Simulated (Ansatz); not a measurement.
# MgS: the change of force along direction with displacement

All results are calculated (Ansatz 0.2.0). All atoms of one element of a crystal moved along a line, all else fixed, by plane-wave density functional theory with PAW datasets, free energies less that of the undisturbed cell, pressure positive in compression; scalar-relativistic.

The cell before atoms are moved (space group P6_3mc, No. 186):
```
cell vectors (Å)
   4.0346     0.0000     0.0000
  -2.0173     3.4941     0.0000
   0.0000     0.0000     6.4323
atoms (fractions of the cell vectors)
Mg  0.66670  0.33330  0.49580
Mg  0.33330  0.66670  0.99580
S   0.33330  0.66670  0.37920
S   0.66670  0.33330  0.87920
```

Settings of every row: functional PBEsol; dispersion none; spin none; wave cutoff 420 eV; k mesh 6x6x4; occupations gaussian; smearing width 0.05 eV; k shift 0x0x0; start as given; moved element Mg; direction 0, 0, 1 Cartesian unit vector.

Limits: reference crystal is not relaxed; the cell comes from a prototype or a list of computed structures and needn't be the stable phase.

| row | displacement (Å) | force along direction (eV/Å summed over the moved atoms) | energy change (eV a cell) | pressure (GPa) |
| --- | --- | --- | --- | --- |
| 1 | -0.2 | 1.24 | 0.1563 | 0.245 |
| 2 | -0.15 | 1.0784 | 0.098 | 0.014 |
| 3 | -0.1 | 0.8396 | 0.0497 | -0.168 |
| 4 | -0.05 | 0.5134 | 0.0155 | -0.283 |
| 5 | 0 | 0.089 | 0 | -0.311 |
| 6 | 0.05 | -0.4472 | 0.0085 | -0.231 |
| 7 | 0.1 | -1.1106 | 0.0468 | -0.02 |
| 8 | 0.15 | ? | ? | ? |
| 9 | 0.175 | -2.3854 | 0.1757 | 0.601 |
| 10 | 0.2 | -2.8966 | 0.2416 | 0.904 |

Question: what force along direction should row 8 give?

Worked fit of force along direction. Take t = displacement, in Å. The shown rows have t = -0.2, -0.15, -0.1, -0.05, 0, 0.05, 0.1, 0.175, 0.2. Least squares give force along direction = 0.09011 − 10.15774 × t − 22.9971 × t² eV/Å summed over the moved atoms; a straight line predicts inner rows, each left out in turn, worse (root mean square 0.34 against 0.035 eV/Å summed over the moved atoms). The rows lie off it by 0.0382, -0.0179, -0.0363, -0.0271, -0.0011, 0.0281, 0.0450, 0.0064, -0.0353 (root mean square 0.03 eV/Å summed over the moved atoms), a smooth pattern that one more power would take up: the form is only approximate. The withheld row has t = 0.15, so the fit gives 0.09011 − 10.15774 × (0.15) − 22.9971 × (0.15)² = -1.9510 eV/Å summed over the moved atoms.

The calculation gave -1.9196 eV/Å summed over the moved atoms. The fit lies 0.0314 eV/Å summed over the moved atoms (1.6 % of the value, 0.76 % of the column's range) below it; its largest miss of a shown row is 0.0450 eV/Å summed over the moved atoms.

The other values of row 8: energy change 0.1219 eV a cell; pressure 0.349 GPa.
